Q: I expected the levels of hexagonal lanthanum to shift about from one k-point to the next. In some rows they come in twos instead. Is there a rule?

Kohn-Sham levels of hcp La at zero pressure, from Ansatz 0.2.0 with HSE06, plane-wave PAW (420 eV cutoff), scalar-relativistic, no spin polarization, a 6 × 6 × 4 k-point mesh and Gaussian smearing of 0.05 eV. Energies are relative to the Fermi level, with degenerate levels repeated; n/a marks a deep band or a level not solved for. |k| is the distance to the nearest reciprocal lattice point.

```
k-point  k in reciprocal vectors  ∣k∣ (1/Å)  level 3 below (eV)  level 2 below (eV)  level 1 below (eV)  level 1 above (eV)  level 2 above (eV)  level 3 above (eV)
  Gamma                    0 0 0      0.000                 n/a               -3.96               -2.03                1.64                1.64                1.64
      A                  0 0 0.5      0.507                 n/a               -2.44               -2.44                0.76                0.76                1.65
      M                  0.5 0 0      0.948               -1.77               -1.41               -1.33                1.04                1.49                1.55
      L                0.5 0 0.5      1.075               -1.92               -0.33               -0.33                2.27                2.27                2.70
      K            0.333 0.333 0      1.094               -1.40               -0.20               -0.20                0.04                1.07                1.07
      H          0.333 0.333 0.5      1.206               -0.62               -0.38               -0.38                0.94                0.94                2.34
 midway                 0 0 0.25      0.253                 n/a               -3.47               -2.00                1.27                1.34                1.57
 midway                 0.25 0 0      0.474               -2.52               -1.15               -0.03                0.30                1.33                1.87
 midway            0.167 0.167 0      0.547               -0.66               -0.29               -0.25                1.19                1.30                2.32
 midway               0.25 0 0.5      0.694               -1.58               -0.02               -0.02                1.20                1.20                2.43
 midway          0.167 0.167 0.5      0.746                 n/a               -1.35               -1.35                0.03                0.03                0.85
 midway               0.5 0 0.25      0.981               -1.64               -0.27               -0.19                1.75                1.83                2.54
 midway            0.417 0.167 0      0.987               -1.34               -1.12               -0.89                0.67                1.10                1.41
 midway          0.417 0.167 0.5      1.109               -1.44               -0.03               -0.03                1.13                1.13                2.72
 midway         0.333 0.333 0.25      1.123               -0.41               -0.41               -0.01                0.97                0.97                2.32
```

A: Look at the third number in the column k in reciprocal vectors, and call it k_z. It says what fraction of a full turn the phase of an electron wave makes over one cell height c. In all six rows with k_z = 0.5, levels 1 and 2 below the Fermi level coincide, and so do levels 1 and 2 above. None of the other nine rows has both pairs.

Q: What is special about half a turn?

A: The cell holds two layers of atoms, so the phase has two steps to make. At k_z = 0 it can stay the same from layer to layer or flip sign each time. These waves are bonding and antibonding between layers, and in general their energies differ. At k_z = 0.5 each step is a quarter turn, forwards or backwards. The layers above and below then act on a given layer with opposite signs, their effects cancel, and the two waves have the same energy.

Q: Does that hold only for simple waves running straight up the stack?

A: No. The layers above and below a given layer lie straight over one another, so their effects cancel for waves with a sideways part too. The picture does assume a single kind of orbital on each atom, but symmetry makes the result general. Turn the crystal by half a turn about the c axis, shift it by c/2, and take the complex conjugate of the wave. At k_z = 0.5 this leads back to the same k-point. Done twice, it is a shift by c, which multiplies the wave by −1. A wave that was its own partner would get a positive factor instead, so each level needs a second, different wave. The argument leaves out spin-orbit coupling, as does the calculation; that coupling would split part of these pairs.

Q: Can I estimate how the two levels come together?

A: Take the two lowest valence levels between Gamma and A. If only adjacent layers interact, with coupling t, a phase step θ gives the energy

E = E₀ + 2t cos θ, with θ = πk_z or πk_z + π

The two levels are therefore split by

Δ(k_z) = Δ(0) cos(πk_z)

At Gamma the levels lie at −3.96 and −2.03 eV, so Δ(0) = 1.93 eV. Midway to A, k_z is 0.25 and the estimate is 1.93 × 0.707 = 1.36 eV. The calculation gives 1.47 eV, so the estimate is about 7% too small. That row played no part in setting Δ(0). The estimate covers the splitting only. With adjacent layers alone, the mean of the two levels would stay at its Gamma value of about −3.0 eV, but the pair at A lies at −2.44 eV. Coupling to the second layer away can describe such a shift: it moves both levels together and leaves their splitting unchanged. The program includes it, set by the two end points, when it compares the single levels.

Q: Wouldn't free electrons do as well?

A: They also meet at A, because the meeting comes from symmetry and not from the strength of the bonding. They fail on the energies. From the lower level at Gamma, out to A and back along the upper level, a free electron would gain 3.9 eV, while the computed levels rise by only 1.93 eV. The misfit changes sign on the way. Out to A the computed level rises by 1.52 eV, against 0.98 eV for a free electron; on the way back it rises by only 0.41 eV, against 2.94 eV. Mixing with the 5d states may flatten this upper part, though the character of the single levels was not examined. The layer formula has its own weak spot nearer to A: three quarters of the way there, at a point not in the table where the same run puts the two levels at −2.961 and −2.096 eV, it is still about 0.1 eV short, although the splitting has shrunk to less than half its value at Gamma. The printed output after this exchange compares both pictures with the calculation.

Q: Do the pairs matter for lanthanum being a metal?

A: In this hcp cell they rule out a gap. The six valence electrons of the cell would fill exactly three bands, but at k_z = 0.5 bands three and four form one pair, so no gap can separate them. This pair lies at 0.76 eV at A, where it is empty, and at −0.38 eV at H, where it is filled. Each of the six points thus has two or four filled valence bands, never three.

Q: So without the pairing it would be an insulator?

A: No. Band three reaches 1.64 eV at Gamma, which is 2.02 eV above band four at H, and such an overlap makes a metal by itself. HSE06 tends to stretch the bands of metals, so the size of the overlap is less certain than its presence. With two valence electrons per atom, four electrons would fill exactly one pair, and symmetry would no longer forbid a gap. Nor does it forbid one in lanthanum as found at room conditions. There the layers repeat only after four, in the double hcp structure, and the twelve valence electrons of that cell would fill exactly three pairs, so the overlap of bands has to make the metal.

Q: One pair lies at −0.02 eV. Can I trust that it is filled?

A: Not on this coarse mesh with a smearing of 0.05 eV. If it moved above the Fermi level, though, both members would go together, and the count would drop from four to two.

Q: Then why does K have a pair at −0.20 eV, with k_z = 0?

A: That one comes from the threefold axis through K, which also acts at the point midway between K and H. Together with inversion and complex conjugation, it pairs some levels but not all: the one at 0.04 eV at K stays single. The triple level at Gamma is a pair of this kind plus a single level that happens to lie at the same energy. A short way towards A they separate, with the single level below the pair.

The analysis program printed:

```
Distance between the two nearest levels on each side:
     row   k_z  below (eV)  above (eV)
   Gamma     0        1.93           0
       A   0.5           0           0
       M     0        0.08        0.45
       L   0.5           0           0
       K     0           0        1.03
       H   0.5           0           0
  midway  0.25        1.47        0.07
  midway     0        1.12        1.03
  midway     0        0.04        0.11
  midway   0.5           0           0
  midway   0.5           0           0
  midway  0.25        0.08        0.08
  midway     0        0.23        0.43
  midway   0.5           0           0
  midway  0.25         0.4           0
Points on the top face: 6
Top-face points with pairs on both sides: 6
Other points with pairs on both sides: 0
Top-face points with four valence bands filled: 4
Top-face points with two valence bands filled: 2
Lowest energy of the pair of bands 3 and 4 on the face (eV): -0.38
Highest energy of the pair of bands 3 and 4 on the face (eV): 0.76
Overlap, band 3 at Gamma less band 4 at H (eV): 2.02
Splitting of the two lowest levels at Gamma (eV): 1.93
Splitting midway to A, computed (eV): 1.47
Splitting midway to A, cosine law (eV): 1.365
Splitting at k_z 0.125, computed less cosine law (eV): 0.03491
Splitting at k_z 0.375, computed less cosine law (eV): 0.1264
Mean of the two levels at Gamma (eV): -2.995
Mean midway to A, computed (eV): -2.735
Mean midway to A, layer model (eV): -2.718
Lower level midway, layer model less computed (eV): 0.07014
Upper level midway, layer model less computed (eV): -0.03514
Rise from the bottom to A, computed (eV): 1.52
Rise from the bottom to A, free electrons (eV): 0.9794
Rise over the whole unfolded line, free electrons (eV): 3.917
```
